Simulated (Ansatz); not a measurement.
## A ladder of methods for [B2H5]− (SMILES B[BH3-])

The species is [B2H5]− (7 atoms), meant as a singlet with charge -1. As SMILES, `B[BH3-]`. Geometry: relaxed at GFN2-xTB.

```tsv
atom	x (Å)	y (Å)	z (Å)
B	0.2100	-0.8136	0.4743
B	-0.1199	0.6135	-0.3494
H	1.2622	-1.1283	0.9690
H	-0.6063	-1.6782	0.6575
H	-0.5315	0.3716	-1.4951
H	-1.0422	1.2301	0.2075
H	0.8278	1.4050	-0.4638
```

Quantity: the energy change with the B1–H4 bond stretched from 1.203 to 3.008 Å, in eV. The values are calculated.

| level | kind | program | value (eV) | CPU time (all runs) |
| --- | --- | --- | --- | --- |
| HF/STO-3G (restricted) | Hartree–Fock | Ansatz | 8.84 | 0.14 s |
| SVWN5/STO-3G (restricted) | LDA | Ansatz | 6.43 | 1.3 s |
| BLYP/STO-3G (restricted) | GGA | Ansatz | 5.93 | 2 s |
| r2SCAN/STO-3G (restricted) | meta-GGA | Ansatz | 6.51 | 4.3 s |
| BHLYP/STO-3G (restricted) | global hybrid | Ansatz | 7.63 | 1.8 s |
| wB97X/STO-3G (restricted) | range-separated hybrid | Ansatz | 7.55 | 8.9 s |
| B2PLYP/STO-3G (restricted) | double hybrid | Ansatz | 6.66 | 2.5 s |
| RPA@PBE/STO-3G (restricted) | RPA | Ansatz | 5.79 | 3 s |
| CCSDT(Q)/STO-3G (restricted) | coupled cluster or CI | Ansatz | 5.59 | 0.62 s |
| CCSDTQ/STO-3G (restricted) | coupled cluster or CI | Ansatz | 5.57 | 9.5 s |

Sets without diffuse functions describe the anion poorly. The first shape isn't each level's own minimum. The values span 5.57 to 8.84 eV. All rows use very small basis sets, so even the best lies far from the true value. CPU times are rough (shared hosts, several kinds of processor): they show what a rung costs within a factor of a few.

Stretching the B–H bond costs 8.84 eV in Hartree–Fock but only 5.57 eV in CCSDTQ, so correlation stabilises the stretched structure far more than the starting one. As the bonding and antibonding B–H orbitals approach each other in energy, a single closed-shell determinant keeps too much ionic character in the separating electron pair. Exact exchange without matching static correlation carries this error into the hybrids, as the rise from BLYP to BHLYP shows. The perturbative correlation in B2PLYP probably offsets part of it.

RPA comes close to the coupled-cluster values, in keeping with its ability to describe the breaking of an electron pair from a closed-shell reference, though some cancellation of errors is likely. The near agreement of CCSDT(Q) and CCSDTQ suggests that the treatment of quadruple excitations is nearly settled within this orbital space. The energies alone do not show whether the bond is heading towards a hydrogen atom and a radical anion or towards hydride and neutral B2H4.
